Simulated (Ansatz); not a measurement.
## Redistribution: C4H9Br + CHClF2 → C4H9Cl + CHBrF2

Species: C4H9Br (1-bromobutane) `CCCCBr`, singlet; CHClF2 (difluorochloromethane) `FC(F)Cl`, singlet; C4H9Cl `CCCCCl`, singlet; CHBrF2 `FC(F)Br`, singlet. The partners trade Br for Cl; both sit on C, so the bond types are kept.

Shapes, held fixed at every level: PBE0-D4/def2-TZVP. Flexible molecules stand in one conformer, not always the lowest. Programs: Ansatz 0.2.0. The zero-point and thermal change to 298 K, harmonic and unscaled (PBE0-D4/def2-TZVP), is +0.1 kJ/mol.

**What was measured.** Tabulated heats of formation (Active Thermochemical Tables, CRC Handbook of Chemistry and Physics): C4H9Br -107.1 (CRC); CHClF2 -482.8 (ATcT); C4H9Cl -154.4 (CRC); CHBrF2 -424.2 (ATcT) kJ/mol, which give ΔH(298 K) = +11.3 kJ/mol.

```csv
level,kind,ΔH (kJ/mol),computed − measured
SPW92/def2-TZVPP,LDA,+9.4,-1.9
PBE-D4/def2-TZVPP,GGA,+8.4,-2.9
r2SCAN-D4/def2-TZVPP,meta-GGA,+9.6,-1.7
PBE0-D4/def2-TZVPP,global hybrid,+10.3,-1.0
r2SCAN0-D4/def2-TZVPP,global hybrid,+11.0,-0.2
wB97X-V/def2-TZVPP,range-separated hybrid,+10.6,-0.7
CCSD(T)/def2-TZVPP,coupled cluster or CI,+13.0,+1.7
```

All levels lie within 4 kJ/mol, near the uncertainty of the heats themselves, so they can't be ranked here. The heats of C4H9Br, C4H9Cl come from older tables and can be uncertain by 10 kJ/mol or more. Relativity is left out for Br unless named. Correlated rows may include outer-core shells of Br, which these sets cover unevenly.

Every level makes the exchange endothermic, so chlorine is favoured on the difluorinated carbon and bromine on the butyl chain, in line with the tabulated heats. With a zero-point and thermal change of only +0.1 kJ/mol, the preference is essentially electronic.

Replacing chlorine by bromine weakens the bond to carbon in both molecules, and the positive enthalpy means that this costs more next to two fluorines. The likely reason is geminal stabilisation: fluorine leaves the carbon strongly positive, which favours the more electronegative chlorine, and the compact chlorine 3p lone pairs should donate into the C–F antibonding orbitals better than the diffuse 4p pairs of bromine. The effect is modest, probably because the more polar C–Cl bond also gains from the electron-releasing butyl group.

Since one C–Cl and one C–Br bond stand on each side, most of the error in describing them cancels, which is why even the LDA comes close. That agreement says little about how well it would give the separate bond energies.
